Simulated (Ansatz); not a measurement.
A series in volume per atom on Ba

Results calculated with Ansatz 0.2.0 development build, not measured. Equation of state of a cubic crystal from periodic Kohn-Sham density functional theory without spin; pressure corrected for the finite basis.

Cell of the first row (space group Im-3m, No. 229):
```
CELL_PARAMETERS angstrom
-2.44210 2.44210 2.44210
2.44210 -2.44210 2.44210
2.44210 2.44210 -2.44210
ATOMIC_POSITIONS crystal
Ba 0.00000 0.00000 0.00000
```

Settings of every row: formula Ba; structure type bcc; functional r2SCAN; spin treatment none; k mesh 10x10x10; occupation method fermi-dirac; occupation width 0.1 eV; wave cutoff 220 eV; datasets all-electron datasets; density cutoff ratio 7; dirac inner shells no; nucleus point.

Limits: no spin-orbit coupling, which can matter with elements this heavy.

```
row  volume per atom (Å³)  energy above lowest point (meV/atom)  pressure (GPa)
  1                58.255                                 22.63           1.115
  2                60.154                                 11.52           0.766
  3                62.054                                  4.32           0.454
  4                63.954                                     ?               ?
  5                65.853                                     0           -0.07
```

Question: what energy above lowest point and pressure should row 4 give?

Worked fit of energy above lowest point. Take u = (V_r/V)^(2/3) − 1 with V_r = 61.104 Å³ an atom, which is twice the finite (Eulerian) strain; such expansions in the strain, on which the Birch-Murnaghan equation of state is built, carry the rest volume and the bulk modulus. The shown rows have u = 0.03234, 0.0105, -0.01023, -0.04867. Least squares give energy above lowest point = 7.45 + 343.37 × u + 3907.8 × u² meV/atom; a straight line predicts inner rows, each left out in turn, worse (root mean square 4 against 0.068 meV/atom). The rows lie off it by -0.01, 0.03, -0.03, 0.01. Its lowest point lies at u = -0.0439, or V = 65.36 Å³ an atom, and the curvature there gives the bulk modulus at fixed shape and fractions, B = (4/9)(1 + u)² E″(u)/V = 7.78 GPa. The withheld row has u = -0.02993, so the fit gives 7.45 + 343.37 × (-0.02993) + 3907.8 × (-0.02993)² = 0.67 meV/atom.

The calculation gave 0.61 meV/atom. The fit lies 0.06 meV/atom (9.8 % of the value, 0.27 % of the column's range) above it; its largest miss of a shown row is 0.03 meV/atom.

Worked fit of pressure. Take u = (V_r/V)^(2/3) − 1 with V_r = 61.104 Å³ an atom, which is twice the finite (Eulerian) strain; such expansions in the strain, on which the Birch-Murnaghan equation of state is built, carry the rest volume and the bulk modulus. The shown rows have u = 0.03234, 0.0105, -0.01023, -0.04867. Least squares give pressure = 0.6054 + 15.01 × u + 23.23 × u² GPa; a straight line predicts inner rows, each left out in turn, worse (root mean square 0.024 against 0.00081 GPa). All shown rows lie on it to the printed digit. The pressure vanishes at u = -0.0432, or V = 65.29 Å³ an atom, and there the bulk modulus at fixed shape and fractions is B = −V dP/dV = (2/3)(1 + u) dP/du = 8.29 GPa. The withheld row has u = -0.02993, so the fit gives 0.6054 + 15.01 × (-0.02993) + 23.23 × (-0.02993)² = 0.177 GPa.

The calculation gave 0.177 GPa. The fit meets it to the printed digit.
